## Appendix: Twin width against grain size in BaTiO$_3$ ceramics

### Conventions and inputs

A tetragonal grain of size $G$ is clamped by its neighbours and divides into lamellae of width $w$ (period $2w$), separated by 90° walls of energy $\sigma$ per unit area. Elasticity is linear and isotropic, with longitudinal modulus $C$, Poisson ratio $\nu$ and shear modulus $\mu=C(1-2\nu)/[2(1-\nu)]$. The spontaneous strain is $S=c/a-1$. The compiled lattice constants at 300 K, $a=3.994$ Å and $c=4.034$ Å (Wikipedia), give $S=0.0100$, which is carried forward as rounded.

The other inputs are typical or assumed values: $C=1060$ eV nm$^{-3}$ (170 GPa), $\nu=0.3$ and $\sigma=0.019$ eV nm$^{-2}$ (3.0 mJ m$^{-2}$). They give $\mu=303$ eV nm$^{-3}$, $CS^2=0.106$ eV nm$^{-3}$ and the material length

$$\ell=\frac{\sigma}{CS^2}=0.179\ \text{nm}.$$

One wall across a 300 nm grain costs $\sigma G^2=1.7\times10^3$ eV, against $k_BT=0.026$ eV at 300 K, so the configurational entropy of the walls plays no part.

### What twinning relieves

In cubic axes the traceless strains of the variants with $c\parallel X$ and $c\parallel Z$ are $S\,\mathrm{diag}(2,-1,-1)/3$ and $S\,\mathrm{diag}(-1,-1,2)/3$. Each has $\varepsilon:\varepsilon=2S^2/3$. Their mean, $S\,\mathrm{diag}(1,-2,1)/6$, has $S^2/6$. An equal mixture of two variants therefore removes three quarters of the clamping energy. For a spherical grain in a matrix of the same moduli, Eshelby's inclusion result gives the energy per grain volume as $\mu\,\varepsilon:\varepsilon\,(7-5\nu)/[15(1-\nu)]$. The relief is then

$$\Delta=\kappa CS^2,\qquad \kappa=\frac{\mu}{2C}\,\frac{7-5\nu}{15(1-\nu)}=0.0748,$$

or $7.9\times10^{-3}$ eV nm$^{-3}$. The residue $\Delta/3$ does not depend on $w$.

### The balance

Let $x$ run along the wall normal $[101]$, $z$ along $[10\bar1]$ and $y$ along $[010]$. Relative to their mean the variants carry the pure shear $\varepsilon_{xz}=\pm S/2$. The stress-free lamellae are displaced by $u_z(x)$, a zigzag of slope $\pm S$ and amplitude $Sw/2$. The neighbour cannot follow the zigzag. The misfit strain is of order $S$ and decays over a depth of order $w$, so its energy per unit boundary area is of order $CS^2w$. With $A$ a pure number, the $w$-dependent energy per grain volume is

$$f(w)=\frac{\sigma}{w}+\frac{CS^2}{A}\,\frac{w}{G}.$$

Setting $f'(w)=0$ makes the two terms equal and yields

$$w=\sqrt{\frac{A\,\sigma G}{CS^2}}=\sqrt{G\,G^*},\qquad G^*=A\ell,\qquad f_{\min}=\frac{2\sigma}{w}.$$

Arlt, Hennings and de With (1985) gave this law with $A=128\pi=402$, a value quoted here and not derived. With the inputs above, $G^*=72$ nm.

The size of $A$ can be examined in a solvable case, the two faces normal to $y$, where the misfit is antiplane and $u_z$ obeys Laplace's equation. The zigzag has cosine amplitudes $U_n=4Sw/(\pi^2n^2)$ at $k_n=n\pi/w$, $n$ odd. A mode $B\cos(kx)\,e^{-k|y|}$ stores $\mu kB^2/4$ per unit area in a half-space. Grain and neighbour each take $B=U_n/2$, so each face stores $\sum_n\mu k_nU_n^2/8=7\zeta(3)\mu S^2w/(4\pi^3)$. Two faces give

$$\frac1{A_F}=\frac{7\zeta(3)}{2\pi^3}\,\frac{\mu}{C},\qquad A_F=25.8 .$$

This confirms the form $S^2w/G$, but $A_F$ is 15.6 times smaller than $128\pi$. At the same $\sigma$ every width shrinks by 3.95, to 68 nm in a 1000 nm grain. The faces normal to $z$ add a further term of the same form and lower $A$ again. Only the product $A\sigma$ enters $w$, and the solvable model would need $\sigma=0.30$ eV nm$^{-2}$ to return the same widths. The pair $A=128\pi$, $\sigma=0.019$ eV nm$^{-2}$ is chosen here because it yields widths of the typical order for these ceramics. It acts as a one-parameter calibration of $G^*$, and it confirms neither factor.

### Comparison across grain sizes

The model's values for $A=128\pi$ follow. The number of lamellae across a grain is $N=G/w=\sqrt{G/G^*}$, and $f_{\min}/\Delta=2\ell/(\kappa w)$ is the share of the relief paid back as wall and boundary energy.

| $G$ (nm) | $w$ ($10^2$ nm) | $N$ | $f_{\min}/\Delta$ (%) |
|---|---|---|---|
| 300 | 1.5 | 2.0 | 3.3 |
| 1000 | 2.7 | 3.7 | 1.8 |
| 2000 | 3.8 | 5.3 | 1.3 |
| 5000 | 6.0 | 8.3 | 0.80 |
| 10000 | 8.5 | 12 | 0.56 |

The width is the geometric mean of $G$ and $G^*$. A 33-fold range of grain size thus changes $w$ and $N$ by the same factor, 5.8. The exponent arises because the wall term is a volume cost, independent of $G$, while the misfit layer fills a fraction of order $w/G$ of the grain. Small grains have the most wall area per volume, $1/w$, and also the fewest walls per grain. The table spans three regimes.

**Fine grains, near 300 nm.** With $N=2.0$ the grain holds a single wall. The overlap of the two misfit layers is harmless: in the antiplane model it multiplies each mode by $1-e^{-k_nG}$, and $e^{-\pi N}=0.0016$. What fails is the treatment of $w$ as continuous and of the pattern as periodic. The first row is the edge of the law.

**Intermediate grains, 1000 to 5000 nm.** Several lamellae fit, and the square-root law applies as derived.

**Coarse grains, near 10000 nm.** The last column has dropped to 0.56 %, while the residue of the two-variant twin stays at 33 % of $\Delta$. That residue can be removed only by bringing in the third variant, in alternating bands of differently oriented lamellae. Band boundaries cost energy per area, so a large grain affords them most easily. Once bands form, the length over which a stack of lamellae is clamped is set by the band and no longer by $G$, and the formula with the grain size overestimates $w$.

### Where twinning ceases

Dimensional analysis leaves $\ell$ as the only length in the problem, so the threshold is a multiple of $\sigma/(CS^2)$. A twinned grain has $w\le G/2$, a single wall, and the optimum width reaches this bound at $G=4G^*$, or $2.9\times10^2$ nm for $128\pi$. That size ends the square-root law but not the twinning, because the untwinned grain pays the full $\Delta$. Below $4G^*$ the competitor is the one-wall grain, with $f(G/2)=2\sigma/G+CS^2/(2A)$ if the periodic boundary term is carried over as an estimate. For $128\pi$ at $G=72$ nm this is $6.6\times10^{-4}$ eV nm$^{-3}$, only 8.3 % of $\Delta$. It equals $\Delta$ at

$$G_1=\frac{2\ell}{\kappa-1/(2A)}.$$

The model's threshold is $G_1=27.2\,\ell=4.9$ nm for $128\pi$ and $36.1\,\ell=6.5$ nm for $A_F$, sizes at which sharp walls and continuum elasticity are already doubtful. Counting the single wall as $\sigma/G$ halves both. For large $A$ the threshold tends to $2\ell/\kappa$: it is set by $\sigma$, and the calibrated product $A\sigma$ does not fix it. The pair $A_F$, $\sigma=0.30$ eV nm$^{-2}$, which returns the same widths, moves it to $1.0\times10^2$ nm. For $A<1/\kappa=13.4$ the unconstrained $f_{\min}$ already reaches $\Delta$ at $G_E=4\ell/(A\kappa^2)=4G^*/(A\kappa)^2$, which exceeds $4G^*$ and so, at the calibrated $A\sigma$, lies above $2.9\times10^2$ nm. The faces normal to $z$ and the bound charge treated below lower $A$ from $A_F$ towards this range.

### Neglected terms of comparable size

*Bound charge.* Head-to-tail walls are neutral, but the polarisation component along $z$ alternates as $\pm P/\sqrt2$ and leaves a square-wave charge on the faces normal to $z$. A sheet charge $q\cos kx$ in a medium of relative permittivity $\epsilon$ stores $q^2/(8\epsilon\epsilon_0k)$ per area. With $q_n=4(P/\sqrt2)/(\pi n)$ the sum is the antiplane result with $\mu S^2$ replaced by $P^2/(2\epsilon\epsilon_0)$. Take a typical $P=1.6$ $e$ nm$^{-2}$ and an illustrative $\epsilon=1000$, with $e^2/\epsilon_0=18.1$ eV nm. This gives 0.023 eV nm$^{-3}$ against $\mu S^2=0.030$ eV nm$^{-3}$, a ratio of 0.76. Unscreened, two such faces carry 12 times the boundary term with $128\pi$. The term is again proportional to $w/G$, so it leaves the exponent alone and shifts the effective $A$ by an amount set by screening and by the match to the neighbour's pattern.

*Reduced tetragonality.* Clamping can lower $S$ in fine grains. Suppose, as an illustration, that it falls to 0.7 of the bulk value at fixed $C$. At fixed $\sigma$, $w\propto1/S$ grows by 1.43 and $G^*$ by 2.04. The wall energy falls too, however. In a quartic Landau model with excess energy $\beta(P^2-P_0^2)^2/4$ and gradient term $gP'^2/2$, a wall costs $\tfrac43\sqrt{g\beta/2}\,P_0^3$. If the 90° wall scales in the same way and electrostriction gives $S\propto P_0^2$, then $\sigma\propto S^{3/2}$, $\ell\propto S^{-1/2}$ and $w\propto S^{-1/4}$. The factors become 1.09 and 1.20. The transition of BaTiO$_3$ is of first order, so this second estimate is indicative only. Either way the fine-grain rows move up, and the apparent exponent of $w(G)$ falls below one half.

As typical knowledge, widths quoted for grains of about 1000 nm run from roughly 100 to 300 nm, and single-domain grains become common below roughly 100 to 300 nm. The calibrated model's $2.7\times10^2$ nm sits at the upper end of the first range and may be high by a factor of two to three. Its single-domain threshold of 4.9 nm is low by more than an order of magnitude, as is the 6.5 nm of the uncalibrated antiplane model. The pair $A_F$, $\sigma=0.30$ eV nm$^{-2}$, chosen to return the calibrated widths, puts the model's threshold at $1.0\times10^2$ nm, the lower end of the second range.